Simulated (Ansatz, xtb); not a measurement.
# Relative energy of two isomers of C3H9BGeO2

We compare a, `[GeH3][CH2][C@@H]1COBO1`, a singlet, with b, `CC[C@@H]1OB[O][GeH2]1`, a singlet. Both are isolated molecules in the gas phase, relaxed with B3LYP-D3(BJ)/def2-SVP; each stands in its lowest conformer found.

Problem. Which of the two would you expect CCSD(T)/def2-SVP + ΔMP2/def2-TZVPP electronic energies to favour?

Solution. Structure b; the calculation gives E(b) − E(a) = −0.930 eV.

The same difference at several levels:

```json
{"level": "GFN2-xTB", "geometry": "GFN2-xTB", "E(b) − E(a) (eV)": "−0.570", "departure from the last row (eV)": "+0.361", "job, with rough time for the two": "optimisation, 0.31 s"}
{"level": "HF/STO-3G", "geometry": "GFN2-xTB", "E(b) − E(a) (eV)": "−0.318", "departure from the last row (eV)": "+0.612", "job, with rough time for the two": "single point, 0.58 s"}
{"level": "r2SCAN-D4/def2-SVP", "geometry": "GFN2-xTB", "E(b) − E(a) (eV)": "−0.886", "departure from the last row (eV)": "+0.044", "job, with rough time for the two": "single point, 5.1 s"}
{"level": "B3LYP-D3(BJ)/def2-SVP", "geometry": "B3LYP-D3(BJ)/def2-SVP", "E(b) − E(a) (eV)": "−0.822", "departure from the last row (eV)": "+0.108", "job, with rough time for the two": "optimisation, 75 s"}
{"level": "HF/def2-SVP", "geometry": "B3LYP-D3(BJ)/def2-SVP", "E(b) − E(a) (eV)": "−0.781", "departure from the last row (eV)": "+0.150", "job, with rough time for the two": "part of the CCSD(T) run"}
{"level": "MP2/def2-SVP", "geometry": "B3LYP-D3(BJ)/def2-SVP", "E(b) − E(a) (eV)": "−0.899", "departure from the last row (eV)": "+0.031", "job, with rough time for the two": "part of the CCSD(T) run"}
{"level": "CCSD(T)/def2-SVP", "geometry": "B3LYP-D3(BJ)/def2-SVP", "E(b) − E(a) (eV)": "−0.814", "departure from the last row (eV)": "+0.116", "job, with rough time for the two": "single point"}
{"level": "CCSD(T)/def2-SVP + ΔMP2/def2-TZVPP", "geometry": "B3LYP-D3(BJ)/def2-SVP", "E(b) − E(a) (eV)": "−0.930", "departure from the last row (eV)": "", "job, with rough time for the two": "single point, 2.6 min"}
```

As drawn, b has 1 Ge–O, 1 C–H in place of 1 C–O, 1 Ge–H.

None of the levels shown reverses the order. The largest departure from CCSD(T)/def2-SVP + ΔMP2/def2-TZVPP is that of HF/STO-3G, 0.612 eV. The last row adds to CCSD(T) the change of the MP2 difference between the two basis sets, here −0.116 eV.

With thermal terms from frequencies at re-optimised GFN2-xTB minima (ideal gas, soft modes damped towards free rotors, one conformer each, 298.15 K, 1 atm): the zero-point term adds +0.025 eV; ΔH is −0.892 and ΔG −0.912 eV.

The correlated steps freeze 15 core orbitals; the filled d shell of Ge is correlated, in a basis made for valence electrons. Codes used: Ansatz 0.2.0, xtb 6.7.1; the last row on 4 threads of Arm Neoverse V1 on a shared host.

Isomer b is clearly favoured, and the bond exchange explains why. Moving hydrogen from germanium to carbon replaces a weak Ge–H bond with a much stronger C–H bond, while the strongly polar Ge–O bond compensates for the lost C–O bond. Both isomers keep a five-membered ring and the O–B–O unit with its π donation into boron, so these contributions should largely cancel; the remaining difference in ring strain is probably secondary.

The preference is already present at HF/def2-SVP, which points to bond polarity and bond strength rather than a subtle correlation effect. The closeness of MP2/def2-SVP to the final value is partly fortuitous, since its excess over CCSD(T) in the same basis happens to resemble the basis-set correction. The positive zero-point term fits the stiffer C–H bond in b, and the small gap between ΔH and ΔG is as expected for two monocyclic isomers. This thermodynamic preference says nothing about how readily a would rearrange to b, which requires breaking strong bonds.
